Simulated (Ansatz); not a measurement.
## Swapping H for NH2 on B: the atomisation energy

On one B centre, n of the H ligands are replaced by NH2. The atomisation energy (no zero-point term) y in kJ/mol at CCSD(T)/CBS estimate. Shapes, held fixed at every level: PBE0-D4/def2-TZVP. Programs: Ansatz 0.2.0.

| molecule | n | y (kJ/mol) |
| --- | --- | --- |
| BH3 | 0 | 1175 |
| BH2(NH2) | 1 | ? |
| BH(NH2)2 | 2 | 2953 |
| B(NH2)3 | 3 | 3785 |

Question: Fit y = c + s·n to the known rows and predict BH2(NH2).

Answer: 
1. Means of the 3 rows: n = 1.66667, y = 2637.7.
2. Σ(Δn)² = 4.6667, Σ(Δn·Δy) = 4072.7, so the slope is 4072.7/4.6667 = 872.72.
3. Intercept: 2637.7 − (872.72) × 1.66667 = 1183.2. The largest residual of the fit is 24.
4. BH2(NH2): 1183.2 + (872.72) × 1 = 2056 kJ/mol.

The run gave 2095 kJ/mol, so the prediction is off by -39 kJ/mol, more than the scatter of the fit. The steps per swap are +920, +858, +832 kJ/mol. The slope is the difference between a B–NH2 and a B–H bond with the ligands’ own bonds. Other levels give for BH2(NH2): r2SCAN-D4/def2-TZVPP 2101; wB97M-V/def2-TZVPP 2118; CCSD(T)/def2-SVP 1988 kJ/mol. The CBS estimate extrapolates MP2 from def2-TZVPP and def2-QZVPP and adds CCSD(T) − MP2 in the triple-zeta set, cores frozen.

Each swap of H for NH2 raises the atomisation energy, but by less each time: +920, +858, then +832 kJ/mol. Most of each step is simply the added N–H bonds and the exchange of B–H for B–N. The decline probably reflects π donation: the first nitrogen lone pair has boron's empty 2p orbital to itself, while later amino groups compete for the same acceptor. Crowding between the NH2 groups may add to the loss in B(NH2)3. Because the curve is concave, a straight line through the other members falls below BH2(NH2), so the miss reflects real non-additivity rather than scatter.

The same curvature makes ligand redistribution of BH2(NH2) into BH3 and BH(NH2)2 uphill in electronic energy for the isolated monomers. The low CCSD(T)/def2-SVP value is expected, since a small basis recovers too little of the correlation energy gained when electrons pair in bonds. The totals alone don't separate π stabilisation from the σ-bond and steric contributions.
